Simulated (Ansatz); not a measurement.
Sr: energy change per atom and pressure against volume scale

Plane-wave DFT, scalar-relativistic PAW made under PBE with cores redone for the functional, no dispersion; the given relaxed cell is scaled uniformly, energy at zero smearing counts from the unscaled cell, pressure at the given Fermi-Dirac smearing is positive in compression. The results are calculated, by Ansatz 0.2.0.

The cell before it is scaled or strained (space group Fm-3m, No. 225):
```
CELL_PARAMETERS angstrom
0.00000 3.01910 3.01910
3.01910 0.00000 3.01910
3.01910 3.01910 0.00000
ATOMIC_POSITIONS crystal
Sr 0.00000 0.00000 0.00000
```

Settings of every row: spin polarised no; functional PBE; wave cutoff 420 eV; smearing width 0.1 eV; k mesh 15x15x15.

Atom starting moment: 0 on all atoms.

```
row  volume scale  V (Å³/atom)  energy change per atom (meV)  pressure (GPa)
  1          0.88       48.433                         32.85            1.85
  2          0.92       50.635                             ?               ?
  3          0.96       52.836                          2.88            0.52
  4          1.04       57.239                          3.49           -0.43
  5          1.08       59.441                         12.37            -0.8
  6          1.12       61.643                         25.81           -1.11
```

Question: what energy change per atom and pressure should row 2 give?

Worked fit of energy change per atom. Take u = (V_r/V)^(2/3) − 1 with V_r = 57.239 Å³ an atom, which is twice the finite (Eulerian) strain; such expansions in the strain, on which the Birch-Murnaghan equation of state is built, carry the rest volume and the bulk modulus. The shown rows have u = 0.11781, 0.05481, 0, -0.02485, -0.04822. Least squares give energy change per atom = 3.67 − 251.132 × u + 4239.41 × u² meV; a straight line predicts inner rows, each left out in turn, worse (root mean square 14 against 0.4 meV). The rows lie off it by -0.07, 0.24, -0.18, -0.16, 0.17 (root mean square 0.17 meV). The withheld row has u = 0.08516, so the fit gives 3.67 − 251.132 × (0.08516) + 4239.41 × (0.08516)² = 13.03 meV.

The calculation gave 13.34 meV. The fit lies 0.31 meV (2.3 % of the value, 1 % of the column's range) below it; its largest miss of a shown row is 0.24 meV.

Worked fit of pressure. Take u = (V_r/V)^(2/3) − 1 with V_r = 57.239 Å³ an atom, which is twice the finite (Eulerian) strain; such expansions in the strain, on which the Birch-Murnaghan equation of state is built, carry the rest volume and the bulk modulus. The shown rows have u = 0.11781, 0.05481, 0, -0.02485, -0.04822. Least squares give pressure = −0.431 + 15.617 × u + 31.77 × u² GPa; a straight line predicts inner rows, each left out in turn, worse (root mean square 0.11 against 0.0012 GPa). All shown rows lie on it to the printed digit. The pressure vanishes at u = 0.0262, or V = 55.06 Å³ an atom, and there the bulk modulus at fixed shape and fractions is B = −V dP/dV = (2/3)(1 + u) dP/du = 11.8 GPa. The withheld row has u = 0.08516, so the fit gives −0.431 + 15.617 × (0.08516) + 31.77 × (0.08516)² = 1.13 GPa.

The calculation gave 1.13 GPa. The fit meets it to the printed digit.
